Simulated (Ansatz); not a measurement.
# Fitting the r2SCAN energy curve of GdO

The structure is cubic, space group F-43m (No. 216). The conventional cell has a = 5.400 Å, b = 5.400 Å, c = 5.400 Å, α = 90.00°, β = 90.00°, γ = 90.00°. Gd (site symmetry -43m) is surrounded by 4 O at 2.34 Å. O (site symmetry -43m) has 4 Gd at 2.34 Å as nearest neighbours.

The cell comes from a database or a generator and needn't be the stable form of this composition.

The cell was scaled at fixed shape and fractions and run with Ansatz, Ansatz PAW, cutoff 500 eV; r2SCAN, k mesh 9 × 9 × 9 on the cell of 2 atoms, fermi-dirac occupations of 0.05 eV, collinear spin, ferromagnetic start, no spin-orbit coupling. The potentials were made for PBE. Energies are those that the program minimises, any entropy of the smearing included. For a metal such a mesh isn't converged to the digits shown. The magnetic state is the one that the start led to, which needn't be the lowest. Plain semilocal runs treat an open f shell poorly.

| V (Å³/atom) | energy over the lowest row (meV/atom) |
| --- | --- |
| 18.5020 | 10.49 |
| 18.8957 | 2.24 |
| 19.2893 | 0.00 |
| 19.6830 | 3.16 |
| 20.0767 | ? |
| 20.4703 | 23.65 |
| 20.8640 | 40.07 |

Fit the third-order Birch-Murnaghan form, give V0, B0 and B′, and predict the energy left open.

With y = (V0/V)^(2/3), E = E0 + (9 V0 B0/16) [(y - 1)³ B′ + (y - 1)² (6 - 4y)]. Least squares through the rows shown give V0 = 19.2493 Å³/atom, E0 = -0.03 meV, B0 = 108.7 GPa (1 eV/Å³ = 160.218 GPa) and B′ = 4.06, with a largest miss of 0.00 meV. At V = 20.0767 the form with these constants gives 11.21 meV; the run gave 11.20 meV an atom.

The equation of state has its minimum at 19.2493 Å³/atom, with B0 = 108.7 GPa. The omitted point is recovered almost exactly, but it lies inside the fitted range, so this tests the smoothness of the curve rather than the accuracy of the functional. B′ = 4.06 is close to the value at which the third-order form reduces to the second-order one, so the stiffening under compression is ordinary. The smooth curve gives no sign of a switch in electronic state over these volumes.

The resistance to compression probably comes from largely ionic Gd–O bonding with some Gd 5d–O 2p covalency, set against short-range repulsion. The compact, half-filled 4f shell should contribute little directly. Fourfold coordination is low for so large a cation, and the known monoxide adopts the rocksalt structure, whose denser sixfold packing would be expected to give a smaller volume and a higher bulk modulus. The constants therefore describe the zinc-blende arrangement only, and uniform scaling leaves its resistance to shear untested.
